Margin comments on the alpha-power exponent and the sensitivities of the velocity-saturated drain current

1. Conventions and premises

For a pMOSFET all voltages, fields and currents below are magnitudes. The overdrive is Vgt = |Vgs| − |Vt|, with Vt taken at the operating drain bias. The coordinate y runs from source (0) to drain (L), ψ(y) is the channel potential drop from the source, and E = dψ/dy. W is the width, Cox the gate capacitance per area in inversion (dielectric, any Si cap over the SiGe, and charge centroid in series), and m ≥ 1 the body-effect coefficient.

P1. Gradual channel, strong inversion: the hole charge per area is Q = Cox(Vgt − mψ).
P2. The current is drift, I = W Q v, the same at every y.
P3. The velocity is a local function of the field: v = μE/(1 + E/Esat) for E ≤ Esat and v = vsat above.
P4. Once v = vsat at the drain, the current stays at that value for larger Vds.
P5. μ, vsat, Cox, m, Vt and L are independent constants, and the contacts have no resistance.

2. Where the factor 2 in Esat comes from

At E = Esat the lower branch of P3 gives v = μEsat/2. Continuity with the upper branch requires

Esat = 2 vsat/μ. (1)

This is the BSIM convention. Esat is therefore not a free parameter, and "d ln I/d ln μ" has a meaning only after one says what is held fixed. Here it is vsat. At fixed Esat, vsat would scale with μ and the sensitivity would be 1.

3. The current below saturation

Insert P1 and P3 in P2 and multiply by 1 + E/Esat:

I (1 + (dψ/dy)/Esat) = W μ Cox (Vgt − mψ) dψ/dy.

I is constant, so both sides integrate at once, y from 0 to L and ψ from 0 to Vds:

I = W μ Cox (Vgt Vds − m Vds²/2)/(L + Vds/Esat). (2)

Q falls from source to drain while Qv is constant, so v rises, and E with it. The field therefore reaches Esat first at y = L, and (2) holds until that happens.

4. Saturation voltage and current

At that point P2 gives I = W Cox vsat (Vgt − m Vdsat). Equate this with (2), put μ = 2vsat/Esat, cancel W Cox vsat and multiply by Esat L + Vdsat:

2 Vgt Vdsat − m Vdsat² = Esat L Vgt − m Esat L Vdsat + Vgt Vdsat − m Vdsat².

The quadratic terms cancel, which is a consequence of the factor 2 in (1). The rest is linear:

Vdsat = Esat L Vgt/(Vgt + a), a ≡ m Esat L = 2 m vsat L/μ. (3)

Then Vgt − m Vdsat = Vgt[1 − a/(Vgt + a)] = Vgt²/(Vgt + a), and with G ≡ W Cox vsat and x ≡ Vgt/a,

Idsat = G Vgt²/(Vgt + a) = G Vgt x/(1 + x). (4)

The drain charge is Cox Vgt x/(1 + x), which is finite: nothing pinches off. The source charge is Cox Vgt, so the source velocity is v0 = vsat x/(1 + x), below vsat.

Vdsat is not the maximum of (2). Write (2) as 2G N/D with N = Vgt Vds − m Vds²/2 and D = Esat L + Vds. The saturation condition reads 2N = N′D, so the slope 2G(N′D − N)/D² equals G N′/D = Idsat/(Esat L + Vdsat) > 0. The flat characteristic beyond Vdsat is premise P4 and joins (2) with a kink. The transconductance below is the derivative of the flat level.

5. One line that yields every sensitivity

The reciprocal of (4) is

1/Idsat = 1/Iv + 1/IL, Iv = W Cox vsat Vgt, IL = W μ Cox Vgt²/(2mL). (5)

Iv is the current if the source charge moved at vsat, IL is the long-channel square law, and IL/Iv = x. Differentiating, −dI/I² = −dIv/Iv² − dIL/IL², and multiplying by −I:

d ln I = (1 − w) d ln Iv + w d ln IL, w = I/IL = 1/(1 + x), 1 − w = I/Iv = x/(1 + x). (6)

Each logarithmic sensitivity is the weighted mean of the powers with which the parameter enters Iv and IL.

Vgt, powers 1 and 2: α ≡ d ln I/d ln Vgt = 1 + w = 1 + 1/(1 + Vgt/(m Esat L)). (7)
μ, powers 0 and 1: d ln I/d ln μ = w = α − 1.
L and m, powers 0 and −1: d ln I/d ln L = d ln I/d ln m = −(α − 1).
vsat, powers 1 and 0: d ln I/d ln vsat = 1 − w = 2 − α = v0/vsat.
W and Cox, powers 1 and 1: sensitivity 1.

For 0 < x < ∞ the weight obeys 0 < w < 1, so 1 < α < 2 strictly, with α → 2 for x → 0 and α → 1 for x → ∞. The sensitivities to μ and vsat add to 1, because scaling both together scales every velocity at an unchanged field.

6. Transconductance and its bound

Division gives Vgt²/(Vgt + a) = Vgt − a + a²/(Vgt + a). Differentiating, with a/(Vgt + a) = w = α − 1,

gm = G[1 − a²/(Vgt + a)²] = W Cox vsat [1 − (α − 1)²] = W Cox vsat α(2 − α). (8)

The last form agrees with gm = α I/Vgt and I/Vgt = G(2 − α). Since α > 1, gm < W Cox vsat. Since dgm/dVgt = 2G a²/(Vgt + a)³ > 0, gm climbs monotonically towards the bound, and a peak of gm in strong inversion signals physics outside P1–P5. For x ≪ 1, 1 − w² ≈ 2x and gm → W μ Cox Vgt/(mL), the square-law value. The shortfall of gm from G is second order in w, that of I from Iv first order, so gm looks saturated long before the current has lost its dependence on μ.

7. Local exponent, fitted exponent and finite changes

The alpha-power law of Sakurai and Newton (1990), I ∝ Vgt^α with constant α, is a fit. Equation (7) is a local slope that falls as Vgt rises. A power law through two points of (4) has the exponent

ᾱ = ln(I2/I1)/ln(V2/V1) = 2 − ln[(V2 + a)/(V1 + a)]/ln(V2/V1), (9)

the average of (7) over ln Vgt, larger than the local value at the upper point. The extracted exponent also depends on the threshold assigned. Since gm/I is fixed by the curve and α = Vgt gm/I, taking |Vt| too large by Δ gives α(1 − Δ/Vgt). The tangent at Vgt cuts the axis at Vgt − I/gm = Vgt(1 − 1/α); measured from there, the same curve has local exponent 1.

For finite changes (4) is used directly. Multiplying μ by r turns x into rx, so I rises by the factor r(1 + x)/(1 + rx), which never exceeds (1 + x)/x = 1/(2 − α).

8. Which results survive another velocity law

Replace P3 by any local law v = vsat u(μE/vsat). With ψ = Vgt φ/m and y = Lη, P2 becomes I/(G Vgt) = (1 − φ) u(2x dφ/dη), in which x is the only parameter. The saturated current is therefore I = G Vgt f(x) with x = μVgt/(2 m vsat L), and

α − 1 = d ln f/d ln x = d ln I/d ln μ = −d ln I/d ln L, d ln I/d ln vsat = 2 − α, gm = G α f. (10)

The sensitivity identities follow from scaling alone. The explicit forms (7) and (8) need f = x/(1 + x).

The case that matters for holes is the smooth law v = μE/(1 + E/Ec), Ec = vsat/μ, valid at all E: the Caughey–Thomas form with exponent 1, near the value typically used for holes in Si. The integration of comment 3 holds with Ec for Esat: I = G N/(Ec L + Vds). The velocity reaches vsat only at infinite field, which occurs at the maximum of I. Setting the derivative to zero gives N′(Ec L + Vds) = N, hence I = G(Vgt − m Vds) there and m Vds²/2 + m Ec L Vds − Vgt Ec L = 0. The root is Vdsat = Ec L(s − 1), with s² = 1 + 2Vgt/(m Ec L) = 1 + 4x. Since Vgt = m Ec L(s² − 1)/2, one finds Vgt − m Vdsat = m Ec L(s − 1)²/2 and f = (s − 1)/(s + 1). Then d ln f/ds = 2/(s² − 1) = 1/(2x) and ds/d ln x = 2x/s, so

α = 1 + 1/√(1 + 4x), gm = G α f = G(1 − 1/s) = W Cox vsat (2 − α). (11)

The range 1 < α < 2 and the bound on gm persist, but the shortfall of gm is now first order in α − 1, and α − 1 falls as 1/(2√x) instead of 1/x. A value of vsat extracted from gm and α depends on the law assumed.

9. Series resistance

With source resistance Rs and the body tied to the outer source terminal, the channel starts at ψ = I Rs, so by P1 the inner overdrive is V′ = Vgt − m I Rs. Primes mark inner quantities. For a change of Vgt and of any channel parameter p with inner sensitivity S′, dI = gm′(dVgt − m Rs dI) + I S′ d ln p. Every sensitivity is divided by 1 + m gm′Rs. Put δ = m I Rs/V′, so that Vgt = V′(1 + δ) and m gm′Rs = α′δ. Then

gm = gm′/(1 + α′δ), α = α′(1 + δ)/(1 + α′δ), α − 1 = (α′ − 1)/(1 + α′δ) = d ln I/d ln μ = −d ln I/d ln L. (12)

The identity between α − 1 and the μ and L sensitivities holds exactly at the terminals, for either velocity law. Equation (8) does not carry over. The remaining sensitivities are (2 − α′)/(1 + α′δ) for vsat and −α′δ/(1 + α′δ) for Rs; the magnitudes for μ, vsat and Rs add to 1. For (4), V′ solves (1 + k)V′² + (a − Vgt)V′ − a Vgt = 0 with k = m Rs G. The drain resistance Rd drops out while Vds − I(Rs + Rd) > V′dsat.

10. Range of validity

(a) Bias. P1 and P2 need Vgt ≫ m kT/q, and saturation needs Vds > Vdsat. Near threshold the current is exponential in Vgs and (7) and (8) do not apply.

(b) Gate-dependent mobility. With ζ = d ln μ/d ln Vgt the chain rule gives αtot = α + (α − 1)ζ, so αtot − 1 = (α − 1)(1 + ζ), while the sensitivity to the overall scale of μ stays α − 1. The exponent falls below 1 if ζ < −1. From gm/G = (1 − w)(1 + w + wζ), the bound gm < G fails only if ζ > w/(1 − w) = 1/x. For μ = μ0/(1 + θVgt), a = a0(1 + θVgt) and I = G Vgt²/[(1 + θa0)Vgt + a0], which is (4) with G → G/(1 + θa0) and a → a0/(1 + θa0). Equation (8) then holds with αtot and the reduced prefactor. In a SiGe channel under a Si cap, holes spilling into the cap at high overdrive add to the fall of μ.

(c) Length derivative. −(α − 1) is a partial derivative at fixed Vt. With threshold roll-off the total is −(α − 1) − α(L/Vgt) d|Vt|/dL. If the apparent mobility varies as L^κ, the first term is multiplied by 1 − κ.

(d) The saturated section. Beyond Vdsat the excess voltage falls across a length ΔL in which v = vsat and Q is constant. A Gauss box of scale length ℓ gives ℓ² d²ψ/dy² = ψ − Vdsat, with slope Esat at the entrance, so ψ − Vdsat = ℓ Esat sinh(y/ℓ), y counted from the entrance, and ΔL = ℓ asinh[(Vds − Vdsat)/(ℓ Esat)]. Equations (3) to (8) then refer to L − ΔL. P4 needs (α − 1)ΔL/L ≪ 1.

(e) Locality. P3 needs the field to vary slowly over a mean free path, which for nondegenerate carriers is estimated as λ = 2(kT/q)μ/vT, vT being the unidirectional thermal velocity. When L is a few λ, holes overshoot vsat near the drain and source injection limits the current. Form (5) can then serve as an interpolation in which vsat is an effective fitted velocity, and gm < W Cox vsat bounds gm only in terms of that parameter.

11. Illustration: SiGe-channel pMOSFET, L = 30 nm, Vdd = 0.8 V

The inputs are typical or illustrative and fitted to no device: |Vt| = 0.25 V in saturation, so Vgt = 0.55 V; inversion thickness 1.3 nm in SiO2 equivalent (relative permittivity 3.9); μ = 150 cm²/V·s; vsat = 8 × 10⁶ cm/s; m = 1.1; T = 300 K. Third and later figures serve only the arithmetic.

Premises P1–P5. Cox = 2.66 μF/cm², G/W = 2.125 mS/μm, Esat = 1.07 × 10⁵ V/cm, Esat L = 0.320 V, a = 0.352 V, x = 1.56. Then Vdsat = 0.195 V, Iv/W = 1.17 and IL/W = 1.83 mA/μm, Idsat/W = 713 μA/μm, and v0 = 4.88 × 10⁶ cm/s. The exponent is α = 1.39: the sensitivities are 0.39 to μ, −0.39 to L and 0.61 to vsat. The bracket in (8) is 0.848, so gm/W = 1.80 mS/μm and gm/I = 2.53 V⁻¹. The slope just below the kink is 1.38 mS/μm. Condition (a) holds, with m kT/q = 28 mV.

Fits and finite changes. At Vgt = 0.20 V the local exponent is 1.64, and (9) between 0.20 and 0.55 V gives 1.51. A threshold 50 mV too large turns 1.39 into 1.26. The tangent intercept lies 0.154 V above threshold. Doubling μ multiplies the current by 1.24, where the frozen power 2^(α − 1) gives 1.31, and the ceiling is 1.64.

Smooth law, same inputs. s = 2.69, Vdsat = 0.271 V, I/W = 536 μA/μm, α = 1.37, gm/W = 1.34 mS/μm. The exponent hardly moves, while I is 25 % and gm 26 % lower.

Series resistance, Rs W = Rd W = 100 Ω·μm. k = 0.234, V′ = 0.484 V, I/W = 596 μA/μm (16 % lower), α′ = 1.42, α′δ = 0.192, gm′/W = 1.75 and gm/W = 1.47 mS/μm. At the terminals α = 1.35, with sensitivities 0.35 to μ, 0.49 to vsat and −0.16 to Rs. Equation (8) fed with the terminal α would give 1.86 mS/μm, 27 % too high. The inner drain bias of 0.68 V exceeds V′dsat = 0.185 V. The smooth law with the same Rs gives 468 μA/μm, α = 1.34 and 1.14 mS/μm.

Neglected terms, each applied alone to the case P1–P5. With θ = 0.6 V⁻¹ and μ still 150 cm²/V·s at full overdrive, ζ = −0.25, αtot = 1.29, gm/W = 1.68 mS/μm and the bound falls to 1.83 mS/μm; reading αtot − 1 as the mobility sensitivity gives 0.29 in place of 0.39. A roll-off of 5 mV/nm adds −0.38 to the length sensitivity, making it −0.77, so roll-off rivals the direct term. With ℓ = 5 nm, solving (d) together with (3) gives ΔL = 16 nm and L − ΔL = 14 nm, Vdsat = 0.11 V, a current of 0.90 mA/μm (27 % higher) and, at frozen ΔL, α = 1.23. This estimate is on the high side, since it puts the whole excess voltage under the gate and none in the drain extension. With vT = 1 × 10⁷ cm/s, λ = 7.8 nm and L/λ = 3.9, so locality is marginal.

The model's exponent for this setting thus lies between about 1.2 and 1.4, and its mobility sensitivity between about 0.2 and 0.4. As typical knowledge and not as a measurement, pMOSFETs of this class deliver roughly 0.5 to 0.8 mA per μm of effective width with a peak terminal gm near 1 mS/μm: the model's currents with series resistance are of that size, while its piecewise-law gm of 1.47 mS/μm is high by roughly one half.